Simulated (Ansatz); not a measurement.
# A series in volume scale on SnO2

Results calculated with Ansatz 0.2.0, not measured. Free energy against uniform scaling of the volume at fixed shape and fractions; periodic cell, basis, potentials, k mesh and filling as listed.

The cell before it is scaled or strained (space group P4_2/mnm, No. 136):
```
cell vectors (Å)
   4.7380     0.0000     0.0000
   0.0000     4.7380     0.0000
   0.0000     0.0000     3.1865
atoms (fractions of the cell vectors)
Sn  0.00000  0.00000  0.00000
Sn  0.50000  0.50000  0.50000
O   0.30710  0.30710  0.00000
O   0.19290  0.80710  0.50000
O   0.69290  0.69290  0.00000
O   0.80710  0.19290  0.50000
```

Settings of every row: functional PBE; dispersion D4; potentials PAW; wave cutoff 489.8 eV; density cutoff 1959.2 eV; k mesh 4x4x6; k shift 0x0x0; occupations fixed; smearing width 0 eV; spin none.

| row | volume scale | V (Å³/atom) | energy above lowest point (meV/atom) |
| --- | --- | --- | --- |
| 1 | 0.88 | 10.491 | 229.7 |
| 2 | 0.92 | 10.968 | 116.9 |
| 3 | 0.96 | 11.445 | ? |
| 4 | 1 | 11.922 | 9.6 |
| 5 | 1.04 | 12.399 | 0 |
| 6 | 1.08 | 12.876 | 12 |
| 7 | 1.12 | 13.353 | 41.3 |

Question: what energy above lowest point should row 3 give?

Worked fit of energy above lowest point. Take u = (V_r/V)^(2/3) − 1 with V_r = 12.16 Å³ an atom, which is twice the finite (Eulerian) strain; such expansions in the strain, on which the Birch-Murnaghan equation of state is built, carry the rest volume and the bulk modulus. The shown rows have u = 0.10343, 0.0712, 0.01326, -0.01289, -0.03742, -0.06049. Least squares give energy above lowest point = 1.82 + 362.72 × u + 17163.1 × u² + 6122 × u³ meV/atom; a parabola predicts inner rows, each left out in turn, worse (root mean square 1.1 against 0.12 meV/atom). The rows lie off it by 0.0, 0.0, -0.1, 0.0, 0.0, 0.0. Its lowest point lies at u = -0.0106, or V = 12.36 Å³ an atom, and the curvature there gives the bulk modulus at fixed shape and fractions, B = (4/9)(1 + u)² E″(u)/V = 191 GPa. Letting shape and atoms relax would as a rule lower it, by much in layered, chain or molecular crystals. The withheld row has u = 0.04123, so the fit gives 1.82 + 362.72 × (0.04123) + 17163.1 × (0.04123)² + 6122 × (0.04123)³ = 46.4 meV/atom.

The calculation gave 46.3 meV/atom. The fit lies 0.1 meV/atom (0.044 % of the column's range) above it, one unit of the last digit.
